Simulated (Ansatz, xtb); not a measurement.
# Two isomers of C2H7GeNSi

Structure X is `N#C[CH2][GeH2][SiH3]`, a singlet and structure Y is `N#C[C@@H]([SiH3])[GeH3]`, a singlet. Both are isolated molecules in the gas phase, relaxed with PBE0-D3(BJ)/def2-SVP, each in the lowest conformer that the search found.

Task: Estimate E(Y) − E(X) at the level CCSD(T)/def2-SVP + ΔMP2/def2-TZVPP.

Result: Calculated at CCSD(T)/def2-SVP + ΔMP2/def2-TZVPP: E(Y) − E(X) = +0.146 eV, so structure X lies lower.

How the difference moves with the method:

```
                             level              geometry  E(Y) − E(X) (eV)  departure from the last row (eV)  job, with rough time for the two
                          GFN2-xTB              GFN2-xTB              +0.289                            +0.143              optimisation, 0.33 s
                         HF/STO-3G              GFN2-xTB              +0.175                            +0.029               single point, 1.1 s
                r2SCAN-D4/def2-SVP              GFN2-xTB              +0.186                            +0.040               single point, 5.5 s
              PBE0-D3(BJ)/def2-SVP  PBE0-D3(BJ)/def2-SVP              +0.225                            +0.079             optimisation, 1.8 min
                       HF/def2-SVP  PBE0-D3(BJ)/def2-SVP              +0.130                            −0.016           part of the CCSD(T) run
                      MP2/def2-SVP  PBE0-D3(BJ)/def2-SVP              +0.078                            −0.068           part of the CCSD(T) run
                  CCSD(T)/def2-SVP  PBE0-D3(BJ)/def2-SVP              +0.124                            −0.022                      single point
CCSD(T)/def2-SVP + ΔMP2/def2-TZVPP  PBE0-D3(BJ)/def2-SVP              +0.146                                                  single point, 77 s
```

As drawn, Y has 1 C–Si, 1 Ge–H in place of 1 Ge–Si, 1 C–H.

The levels shown agree on the order. The largest departure from CCSD(T)/def2-SVP + ΔMP2/def2-TZVPP is that of GFN2-xTB, 0.143 eV. The last row adds to CCSD(T) the change of the MP2 difference between the two basis sets, here +0.022 eV.

With thermal terms from frequencies at re-optimised GFN2-xTB minima (ideal gas, soft modes damped towards free rotors, one conformer each, 298.15 K, 1 atm): on the last row, ΔE + ΔZPE = +0.095, ΔH = +0.084, ΔG = +0.118 eV.

The correlated steps freeze 17 core orbitals; the filled d shell of Ge is correlated, in a basis made for valence electrons. Mirror images aren't counted in ΔG. Codes used: Ansatz 0.2.0, xtb 6.7.1; the last row on 2 threads of Intel(R) Xeon(R) Processor @ 2.70GHz on a shared host.

The linear germylsilane X is modestly favoured over its branched isomer Y, and the preference survives the thermal corrections. The bond exchange explains the sign: Y gains a C–Si bond, which is stronger than the Ge–Si bond it replaces, but trades a strong C–H bond for a weaker Ge–H bond. The second change probably outweighs the first, leaving a small difference between large opposing terms. Donation from the C–Si and C–Ge bonds into the nitrile π* orbitals may recover some stability for Y.

MP2 shifts the balance towards Y relative to Hartree–Fock, while CCSD(T) largely reverses that shift, so the closeness of the Hartree–Fock value reflects cancellation within the correlation energy. Zero-point energy narrows the gap because Ge–H vibrations are softer than C–H ones. Entropy then widens it again, consistent with looser skeletal motions in the chain than in the compact branched isomer. The energy ordering says nothing about the barrier to interconversion.
